Where the twenty-fourth electron sits: 3p levels of Fe2+ and Fe3+

The table lists the 3p Kohn-Sham levels of iron ions in spin-polarised LDA. Fe3+ has a half-filled shell of five 3d up electrons. Each Fe2+ row adds one electron to it, either in 3d down (3d6, four unpaired spins) or in a distant orbital with spin up (six unpaired spins). ε is an eigenvalue, the mean radius is ⟨r⟩ of the 3p orbital, and Σ<r²> is the sum of ⟨r²⟩ over all electrons. The five rows with a distant electron are imposed excited states: in the same runs the empty 3d down level lies at −35.5 to −37.6 eV, far below the filled outer level at −3.8 to −6.3 eV. They and 3d6 are therefore different states.

Iron ions computed with Quantum ESPRESSO ld1.x 7.5 as all-electron Kohn-Sham atoms, in spin-polarised, scalar-relativistic LDA (Slater exchange, Perdew-Wang correlation). The densities are spherical and the nucleus is a point charge. Eigenvalues are negative for bound levels.

```
species   Z  charge (e)  electrons             configuration  eigenvalue (3p up) (eV)  eigenvalue (3p down) (eV)  mean radius (3p up) (bohr)  mean radius (3p down) (bohr)  ε(3p down) − ε(3p up) (eV)  Σ<r²> (bohr²)
   Fe2+  26           2         24  [Ar] (3d up)5 (3d down)1                  -79.967                    -75.867                     0.85711                       0.86278                        4.10          16.28
   Fe2+  26           2         24    [Ar] (3d up)5 (5d up)1                  -94.287                    -88.632                     0.84411                       0.85141                        5.66          75.93
   Fe2+  26           2         24    [Ar] (3d up)5 (5f up)1                  -95.359                    -89.714                     0.84372                       0.85101                        5.65          124.7
   Fe2+  26           2         24    [Ar] (3d up)5 (6p up)1                  -95.271                    -89.617                     0.84395                       0.85123                        5.65          114.5
   Fe2+  26           2         24    [Ar] (3d up)5 (7s up)1                  -96.184                    -90.532                     0.84384                       0.85116                        5.65          202.8
   Fe2+  26           2         24    [Ar] (3d up)5 (7p up)1                  -96.384                    -90.734                     0.84384                       0.85117                        5.65          242.8
   Fe3+  26           3         23             [Ar] (3d up)5                  -98.843                    -93.196                     0.84373                       0.85110                        5.65          13.13
```

(a) Estimate from electrostatics how far a distant electron moves the 3p levels from their Fe3+ values. Apply the estimate to the 5f row, for which the calculation gives ⟨1/r⟩ = 0.1311 bohr⁻¹ for the 5f orbital, and explain the order of the 5f and 6p rows.

Solution. A thin spherical shell of one electron at radius r′ gives an electron at r the potential energy 1/max(r, r′) in atomic units. An orbital with radial density P²(r′) is a sum of such shells:

V(r) = ∫ P²(r′) dr′ / max(r, r′) ≤ ⟨1/r⟩

The equality holds where the whole orbital lies outside r. The 3p orbital has a mean radius of 0.84 bohr and 5f one of 9.90 bohr, so V is almost constant over the core. A constant added to the potential raises all inner levels by the same amount, whatever their spin, and leaves the orbitals as they were:

shift of ε(3p) ≈ ⟨1/r⟩ of the added orbital

For 5f this is 0.1311 × 27.211 eV = 3.567 eV, with nothing fitted. The predicted ε(3p up) is −98.843 + 3.567 = −95.276 eV and the table has −95.359 eV, so the real shift is 2.3 % smaller than ⟨1/r⟩. The table confirms the other two consequences. In each of the five outer rows the up and down levels shift alike to within 0.01 eV, and the 3p radii move by less than 0.0004 bohr.

The shifts fall in the order 5d, 6p, 5f, 7s, 7p, from 4.56 to 2.46 eV, which is the order of ⟨1/r⟩. The 6p row (3.58 eV, mean of both spins) lies above 5f (3.48 eV) in spite of its larger n because 6p is the smaller orbital. Σ<r²> shows this directly, 114.5 against 124.7 bohr². Since the core hardly changes, the rise of this column over the 13.13 bohr² of Fe3+ measures the added orbital and says nothing about core size.

The standard cause is penetration. An orbital of low l dips into the core, feels more than the net charge 3 and contracts, whereas the centrifugal barrier keeps an f electron out. The computed radii can be restated as effective quantum numbers n* through the hydrogenic formula for charge 3:

⟨r⟩ = [3n*² − l(l+1)] / 6

With ⟨r⟩ = 9.53 bohr for 6p, n*² = (6 × 9.53 + 2)/3 = 19.7 and n* = 4.44, against 4.88 for 5f. The defects n − n* run 1.89, 1.6, 0.89 and 0.12 for s, p, d and f, and the two p rows agree (1.56 and 1.58). Because ⟨1/r⟩ scales as 1/n*², a higher member of a series lies closer to Fe3+: (5.42/4.44)² = 1.49 for 7p and 6p, and the ratio of their shifts is 3.575/2.461 = 1.45. These defects are rough. LDA leaves self-interaction, so the outer electron sees −2/r at long range where −3/r is correct, and n*, which assumes charge 3 throughout, mixes penetration with this error.

Σ<r²> alone reproduces the shifts once one factor is fitted. A least-squares line through the origin on the five outer rows gives

shift = 1.34 × 27.211 eV / √(rise of Σ<r²> in bohr²)

For 6p, one of the fitted rows, the root of 114.5 − 13.13 is 10.07 and the shift 3.62 eV, 0.04 eV too high. The worst row is 7p, low by 2.3 % of its shift. The factor folds two things together. One is the product of ⟨1/r⟩ and the root of the rise, which exceeds 1.34 in every row and is smallest for 5f and largest for 5d. The other is the shortfall of the shift below ⟨1/r⟩, which part (b) discusses and which is also smallest for 5f and largest for 5d. The two variations partly cancel, and the fit looks better than its form deserves.

(b) In all six Fe2+ rows the shift is smaller than ⟨1/r⟩: by 2 to 11 % of ⟨1/r⟩ for the outer rows and by 45 % for 3d6. Find where the shortfall comes from.

Solution. Two electrostatic effects add. The added orbital may overlap 3p, which makes V smaller than ⟨1/r⟩ there, and the other 23 electrons may move. The second can be read from the runs at one point, because the repulsion of all electrons at the nucleus is exactly

V_H(0) = Σ (occupation × ⟨1/r⟩)

Its change from Fe3+ is ⟨1/r⟩ of the added electron plus a relaxation term from the rest. In the 5f row ⟨1/r⟩ of 3d up drops from 1.324928 to 1.323881 bohr⁻¹, which contributes 5 × (−0.001047) × 27.211 = −0.142 eV. The remaining shells tighten slightly in this row and the whole relaxation is −0.108 eV, leaving 3.46 eV. The 1s level, which samples the potential close to the nucleus, shifts by 3.46 eV. This is book-keeping within one self-consistent calculation and no independent test, but it shows that the 1s shift is electrostatic to within 0.03 eV in the five outer rows.

Relaxation is negative in all six rows and comes mostly from 3d up. For 5d it is −0.54 eV at the nucleus, against a 3p shortfall of 5.136 − 4.560 = 0.58 eV. The near match does not make relaxation the whole of the 3p shortfall. The 3p orbital lies where the 3d charge moves and feels only part of the change at the nucleus, while the inner lobes of an s, p or d orbital overlap 3p and lower V there, so both effects contribute. Only for 5f, which hardly overlaps 3p, is the shortfall nearly all relaxation. Theory gives the direction: the slope of V is −q(r)/r², with q(r) the part of the added electron inside r, so any penetrating charge pushes the electrons outside it outward, and the loosely held 3d shell yields most. Penetration is not the whole account, however. The total relaxation is smallest for 5f, but its 3d up part (−0.142 eV) is larger than for 7s and 7p (−0.124 and −0.113 eV); the total is small because the other shells tighten. The further cause is exchange and correlation: 5f lays up density on the tail of 3d up, deepens the potential there and draws the shell outward, which unscreens the shells inside. The empty 3d down orbital, which has no exchange with 5f, points the same way. Its ⟨1/r⟩ falls by 0.000705 bohr⁻¹ against 0.001047 for 3d up, whereas in the 7s row the two fall nearly alike, by 0.000874 and 0.000912. The 5f row comes closest to the bound, which is why a single factor on ⟨1/r⟩ (0.92, by the same kind of fit on the same five rows) misses 5f by 5.9 % of its shift. The 3p shifts stay within 0.07 eV of the net value at the nucleus in these rows.

In 3d6 the added electron sits in the same region as 3p, with ⟨r⟩ = 1.11 bohr and ⟨1/r⟩ equal to 33.0 eV. It screens the nucleus for the other 3d electrons, and ⟨r⟩ of 3d up grows from 0.976 to 1.063 bohr. Relaxation removes 14.2 eV at the nucleus, 10.1 eV of it from 3d up, leaving 18.9 eV beside a 1s shift of 19.05 eV. Even the level that lies wholly inside 3d thus gets little more than half of 33.0 eV. The mean 3p shift of 18.1 eV is close to the net value, but the same split cannot be carried over to it: at the 3p radius both the direct term and the relaxation are weaker than at the nucleus, and they have opposite signs. The exchange-correlation potential in the 3p region changes as well. The 3p up radius grows by 0.013 bohr, over thirty times its largest change in an outer row. The two one-factor fits, on ⟨1/r⟩ above and on Σ<r²> in part (a), left this row out because of the overlap. Both fail on it, with 30.3 and 20.5 eV respectively.

(c) Decide from the table what fixes ε(3p down) − ε(3p up), and estimate its value in 3d6 from that of Fe3+.

Solution. The 3p shell is full, and its two spins differ only through the exchange-correlation potential. The exchange part is local in LDA:

v_x,σ(r) = −(6 n_σ(r)/π)^(1/3)

with n_σ the density of spin σ. Excess up density deepens the potential for up electrons, so 3p up lies lower and has the smaller radius in all seven rows. Only spin density in the region of 3p counts, and the table shows it. The six 3d5 rows have gaps between 5.645 and 5.655 eV whether the ion has charge 2 and six spins or charge 3 and five, while scaling with total spin would give 6.78 eV for six. The spread of 0.01 eV has a pattern. The 5d, 6p, 7s and 7p gaps lie above that of Fe3+ in the order of their relaxation terms, as expected when a little up density enters the core. The 5f gap lies below it, as expected when 3d up is drawn outward and almost no spin is added inside.

Scaling with the 3d spin gives 4/5 × 5.647 = 4.52 eV for 3d6, 10 % above the 4.10 eV of the table. The cube root corrects in the right direction. If the n = 3 electrons are taken to share one shape, n_σ is proportional to their count, 9 up and 4 down in Fe3+, 9 up and 5 down in 3d6:

ratio = (9^(1/3) − 5^(1/3)) / (9^(1/3) − 4^(1/3)) = (2.080 − 1.710) / (2.080 − 1.587) = 0.751

The estimate is 0.751 × 5.647 = 4.24 eV, with nothing fitted, 3.5 % above the table, whose ratio is 0.726. The added electron lowers the spin and also raises the total density, and for modest polarisation the splitting goes as spin density over (total density)^(2/3). A swollen shell lowers n^(1/3) further. Multiplying by the ratio of ⟨1/r⟩ in the two rows gives 4.19 eV with 3p as the measure of size and 4.00 eV with 3d up, which bracket 4.10 eV.

This reading rests on one row, omits correlation and assumes equal shell shapes. Linear scaling times the 3d size ratio gives 4.26 eV, about as good as the cube root alone, so how the drop below 4/5 divides between the two effects remains a guess. The deeper levels argue that size matters. The 2s and 2p gaps fall to 0.715 of their Fe3+ values, although in their region the density is dominated by the n = 2 electrons, the polarisation is weak and the splitting should be nearly linear in spin density. A ratio below 0.8 there calls for less 3d spin density near the nucleus, as an expanded shell supplies.

What the rows support is that the 3p gap changes with the state of the 3d shell and moves by less than 0.01 eV with a distant electron. It is a difference of Kohn-Sham eigenvalues for spherical open shells without spin-orbit coupling, which in a real ion splits 3p further, and it is not the multiplet splitting of a photoemission spectrum.
